**GeSb4Te7 on a ladder of methods: gap steps, k-point folding and pressure**

The table holds band gap, volume, bulk modulus and rough time for one r2SCAN+rVV10 cell from PM6, PM7, GFN1-xTB, PBE at four settings and r2SCAN, without spin-orbit coupling. The program lists the gap steps against full PBE, checks which zone-centred grids contain the point A, and predicts the DZVP pressure from its volume and modulus with an unfitted Birch–Murnaghan equation. The PBE rows span 0.028 eV and r2SCAN adds 0.098 eV, while leaving out A widens the coarse PBE gap by 0.250 eV. The predicted pressure is 1.3 % below the computed 2.46 GPa, a consistency check within one method. The SZV run, with a gap close to full PBE but a pressure of +7.71 GPa, shows that a matching gap does not imply a good structure.

Bulk GeSb4Te7 (P-3m1, periodic in three directions) by semi-empirical, tight-binding and DFT methods, without spin polarisation or spin-orbit coupling. Gaps are for the common cell relaxed with r2SCAN+rVV10, volumes for each method's own equilibrium and bulk moduli for fixed cell shape; rows with 108 atoms use a periodic cluster of nine cells.

## The fit in Python

```python
# Table: band gap, volume, bulk modulus and rough time of GeSb4Te7 (several programs: plane-wave and
# Gaussian-basis PBE, r2SCAN, GFN1-xTB, PM6, PM7), no spin-orbit, all on one r2SCAN+rVV10 cell.
# Tested: gap steps between levels, k-point folding of clusters, Birch-Murnaghan consistency, cost scaling.
T = {
    'rung_name': ['PBE coarse-settings', 'PM7', 'PBE SZV', 'GFN1-xTB tblite', 'PBE DZVP', 'PBE', 'PM6', 'r2SCAN'],
    'rung_kind': ['low cutoff and mesh', 'semi-empirical', 'small basis', 'tight binding', 'small basis', 'semilocal', 'semi-empirical', 'semilocal'],
    'rung_band_gap': [0.323, 3.945, 0.295, 0.707, 0.309, 0.316, 3.167, 0.414],  # eV
    'rung_volume_per_atom': [None, None, None, None, 33.36, None, None, None],  # angstrom^3
    'rung_bulk_modulus': [None, None, None, None, 46.5, None, None, None],  # GPa
    'rung_atoms_computed': [12, 108, 12, 108, 12, 12, 108, 12],
    'cost': [10, 50, 50, 60, 90, 90, 100, 200],  # s
}
import numpy as np
from scipy import constants as C
nm = T['rung_name']
g = dict(zip(nm, T['rung_band_gap'])); t = dict(zip(nm, T['cost'])); na = dict(zip(nm, T['rung_atoms_computed']))
co, sz, dz, xt = 'PBE coarse-settings', 'PBE SZV', 'PBE DZVP', 'GFN1-xTB tblite'
# typed from further outputs of the same runs
a, c = 4.266, 24.224; mesh_gap = 0.57332; n_el = 186
S = {co: (1.7286, 1.5210), sz: (7.8943, 7.3336), dz: (2.5030, 2.3595), xt: (-9.0422, -10.9639)}  # GPa in plane, along c
P = {co: 1.6594, sz: 7.7074, dz: 2.4552, xt: -9.6828}; F = {sz: 0.7818, dz: 0.2691}  # GPa; largest force eV/A
hf = -3286.22; q_xt = [0.18812, 0.1638, 0.14683, 0.1638, 0.14683]  # PM7 kcal/mol per cell; GFN1 charges Ge, 4 Sb
kT = C.k * 300 / C.e
nv = 4 + 4 * 5 + 7 * 6
print(f"valence electrons {nv}, filled bands {nv//2}; coarse run extra electrons per atom {(n_el-nv)/12:.0f}")
print(f"kT at 300 K {kT:.4f} eV; rounding of a gap difference 0.001 eV")
print("row | gap eV | minus PBE eV | % | step/kT | time/PBE time | atoms")
for n in nm:
    d = g[n] - g['PBE']
    print(f"{n} | {g[n]:.3f} | {d:+.3f} | {100*d/g['PBE']:+.0f} | {d/kT:+.1f} | {t[n]/t['PBE']:.2f} | {na[n]}")
fam = [g[n] for n in (co, sz, dz, 'PBE')]; sp = max(fam) - min(fam); st = g['r2SCAN'] - g['PBE']
print(f"PBE spread: four rows {sp:.3f} eV, without SZV {g[co]-g[dz]:.3f} eV; r2SCAN step / spread {st/sp:.1f}")
print("carrier factor exp(|step|/2kT): " + ", ".join(f"{n} {np.exp(abs(g[n]-g['PBE'])/2/kT):.2f}" for n in (co, dz, sz, 'r2SCAN')))
def has(m, k): return all(abs(x * n - round(x * n)) < 1e-9 for x, n in zip(k, m))
for m in ((3, 3, 1), (6, 6, 1), (5, 5, 3), (12, 12, 2)):
    print(f"zone-centred grid {m}: holds A {has(m,(0,0,.5))}, K {has(m,(1/3,1/3,0))}, M {has(m,(.5,0,0))}")
print(f"coarse PBE: 6x6x1 mesh only {mesh_gap:.3f} eV, with A {g[co]:.3f} eV, missing A adds {mesh_gap-g[co]:.3f} eV ({100*(mesh_gap/g[co]-1):.0f} %)")
print(f"GFN1 minus coarse PBE: with A {g[xt]-g[co]:.3f} eV, mesh only {g[xt]-mesh_gap:.3f} eV")
print(f"PM6, PM7 minus mesh-only PBE: {g['PM6']-mesh_gap:.2f}, {g['PM7']-mesh_gap:.2f} eV; PM7 minus PM6 {g['PM7']-g['PM6']:.3f} eV")
print(f"gap ratio to PBE: GFN1 {g[xt]/g['PBE']:.1f}, PM6 {g['PM6']/g['PBE']:.1f}, PM7 {g['PM7']/g['PBE']:.1f}")
e2 = C.e / (4 * np.pi * C.epsilon_0 * 1e-10)
print(f"bare e^2/r, order of size only: r = 3 A {e2/3:.0f} eV, r = cluster edge {3*a:.1f} A {e2/(3*a):.0f} eV")
print(f"PM7 heat of formation {hf*C.calorie*1e3/C.N_A/C.e/12:.1f} eV/atom; GFN1 mean Sb charge {np.mean(q_xt[1:]):+.3f} e")
i = nm.index(dz); V0, B0 = T['rung_volume_per_atom'][i], T['rung_bulk_modulus'][i]
V = a * a * c * np.sqrt(3) / 2 / 12
def bm(V, V0, Bp=4.0):
    y = (V0 / V) ** (1 / 3)
    return 1.5 * B0 * (y**7 - y**5) * (1 + 0.75 * (Bp - 4) * (y**2 - 1))
print(f"common cell {V:.2f} A^3/atom; DZVP volume {100*(V0/V-1):+.1f} % above it, {100*((V0/V)**(1/3)-1):.1f} % in length")
print(f"DZVP pressure on the common cell, computed {P[dz]:.2f} GPa")
for lab, p in (("Birch-Murnaghan B'=4", bm(V, V0)), ("B'=3", bm(V, V0, 3)), ("B'=5", bm(V, V0, 5)), ("linear", B0 * (V0 - V) / V0)):
    print(f"  {lab}: {p:.2f} GPa, residual {p-P[dz]:+.2f} GPa ({100*(p/P[dz]-1):+.1f} %)")
dV = V * (0.001 / a + 0.0005 / c)
print(f"  effect of rounding of volumes: up to {bm(V-dV, V0+0.005)-bm(V, V0):.2f} GPa")
print("row | pressure | in plane | along c (GPa) | P/B0 % with DZVP modulus, order of size only")
for n in P:
    print(f"{n} | {P[n]:+.2f} | {S[n][0]:+.2f} | {S[n][1]:+.2f} | {100*P[n]/B0:+.0f}")
print(f"SZV/DZVP: pressure {P[sz]/P[dz]:.1f}, largest force {F[sz]/F[dz]:.1f}, gap difference {g[sz]-g[dz]:+.3f} eV")
print(f"DZVP minus coarse pressure {P[dz]-P[co]:.2f} GPa = {100*(P[dz]-P[co])/B0:.1f} % of B0")
N = na['PM7'] // na['PBE']
print(f"cluster of {N} cells: N^3 = {N**3}, against N k points a factor {N**2}")
print(f"time: span {max(t.values())/min(t.values()):.0f}x, PBE/coarse {t['PBE']/t[co]:.0f}x, r2SCAN/PBE {t['r2SCAN']/t['PBE']:.1f}x")
assert sp < st < mesh_gap - g[co]
assert min(g['PM6'], g['PM7']) > g[xt] > mesh_gap
assert abs(bm(V, V0) / P[dz] - 1) < 0.05 and V0 > V
assert P[sz] > P[dz] > P[co] > 0 > P[xt]
```

Running it gives:

```
valence electrons 66, filled bands 33; coarse run extra electrons per atom 10
kT at 300 K 0.0259 eV; rounding of a gap difference 0.001 eV
row | gap eV | minus PBE eV | % | step/kT | time/PBE time | atoms
PBE coarse-settings | 0.323 | +0.007 | +2 | +0.3 | 0.11 | 12
PM7 | 3.945 | +3.629 | +1148 | +140.4 | 0.56 | 108
PBE SZV | 0.295 | -0.021 | -7 | -0.8 | 0.56 | 12
GFN1-xTB tblite | 0.707 | +0.391 | +124 | +15.1 | 0.67 | 108
PBE DZVP | 0.309 | -0.007 | -2 | -0.3 | 1.00 | 12
PBE | 0.316 | +0.000 | +0 | +0.0 | 1.00 | 12
PM6 | 3.167 | +2.851 | +902 | +110.3 | 1.11 | 108
r2SCAN | 0.414 | +0.098 | +31 | +3.8 | 2.22 | 12
PBE spread: four rows 0.028 eV, without SZV 0.014 eV; r2SCAN step / spread 3.5
carrier factor exp(|step|/2kT): PBE coarse-settings 1.14, PBE DZVP 1.14, PBE SZV 1.50, r2SCAN 6.66
zone-centred grid (3, 3, 1): holds A False, K True, M False
zone-centred grid (6, 6, 1): holds A False, K True, M True
zone-centred grid (5, 5, 3): holds A False, K False, M False
zone-centred grid (12, 12, 2): holds A True, K True, M True
coarse PBE: 6x6x1 mesh only 0.573 eV, with A 0.323 eV, missing A adds 0.250 eV (77 %)
GFN1 minus coarse PBE: with A 0.384 eV, mesh only 0.134 eV
PM6, PM7 minus mesh-only PBE: 2.59, 3.37 eV; PM7 minus PM6 0.778 eV
gap ratio to PBE: GFN1 2.2, PM6 10.0, PM7 12.5
bare e^2/r, order of size only: r = 3 A 5 eV, r = cluster edge 12.8 A 1 eV
PM7 heat of formation -11.9 eV/atom; GFN1 mean Sb charge +0.155 e
common cell 31.82 A^3/atom; DZVP volume +4.9 % above it, 1.6 % in length
DZVP pressure on the common cell, computed 2.46 GPa
  Birch-Murnaghan B'=4: 2.42 GPa, residual -0.03 GPa (-1.3 %)
  B'=3: 2.37 GPa, residual -0.09 GPa (-3.7 %)
  B'=5: 2.48 GPa, residual +0.03 GPa (+1.1 %)
  linear: 2.15 GPa, residual -0.30 GPa (-12.3 %)
  effect of rounding of volumes: up to 0.02 GPa
row | pressure | in plane | along c (GPa) | P/B0 % with DZVP modulus, order of size only
PBE coarse-settings | +1.66 | +1.73 | +1.52 | +4
PBE SZV | +7.71 | +7.89 | +7.33 | +17
PBE DZVP | +2.46 | +2.50 | +2.36 | +5
GFN1-xTB tblite | -9.68 | -9.04 | -10.96 | -21
SZV/DZVP: pressure 3.1, largest force 2.9, gap difference -0.014 eV
DZVP minus coarse pressure 0.80 GPa = 1.7 % of B0
cluster of 9 cells: N^3 = 729, against N k points a factor 81
time: span 20x, PBE/coarse 9x, r2SCAN/PBE 2.2x
```
